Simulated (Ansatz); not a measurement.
**Ligand exchange: ZnH(NH2) + InH(NH2)2 → Zn(NH2)2 + InH2(NH2)**

Species: ZnH(NH2), singlet; InH(NH2)2, singlet; Zn(NH2)2, singlet; InH2(NH2), singlet. The partners trade H for NH2: Zn–H and In–NH2 bonds give way to Zn–NH2 and In–H.

Shapes, held fixed at every level: PBE0-D4/def2-TZVP. Programs: Ansatz 0.2.0. The zero-point and thermal change to 298 K, harmonic and unscaled (PBE0-D4/def2-TZVP), is -0.1 kJ/mol.

| level | kind | ΔH(298 K) (kJ/mol) |
| --- | --- | --- |
| HF/def2-SVP | Hartree–Fock | -4.3 |
| SPW92/def2-TZVPP | LDA | -12.3 |
| PBE-D4/def2-TZVPP | GGA | -6.3 |
| B3LYP-D4/def2-TZVPP | global hybrid | -4.5 |
| BHLYP-D4/def2-TZVPP | global hybrid | -3.7 |
| r2SCAN0-D4/def2-TZVPP | global hybrid | -6.3 |
| wB97M-V/def2-TZVPP | range-separated hybrid | -4.3 |

wB97M-V/def2-TZVPP gives ΔH(298 K) = -4.3 kJ/mol; the levels span -12.3 to -3.7. The median of the levels is -4.5. No measured value is set beside it here. For atoms past krypton def2 sets carry core potentials with scalar relativity. Relativity is left out for Zn.

The exchange is mildly exothermic at every level, so amide prefers zinc and hydride indium, but only slightly. A near-balance is plausible, since each side has two metal–hydride and three metal–amide bonds: one Zn–H and one In–N bond give way to one Zn–N and one In–H bond, and the strong metal–ligand bond energies largely cancel. The thermal term is negligible, so the preference is electronic. It probably reflects the more polar Zn–N bond, along with nitrogen lone-pair donation: two amides on indium compete for one empty p orbital, whereas two-coordinate zinc has two. The totals alone can't separate these contributions.

LDA gives the largest exothermicity, -12.3 kJ/mol, perhaps because its overbinding cancels incompletely between the two metals. More exact exchange doesn't uniformly weaken the preference: r2SCAN0-D4 matches PBE-D4 at -6.3 kJ/mol. The sign is therefore better supported than the exact size. For the condensed phase, even the sign remains open, as amide and hydride bridging between metal centres could easily outweigh so small a difference.
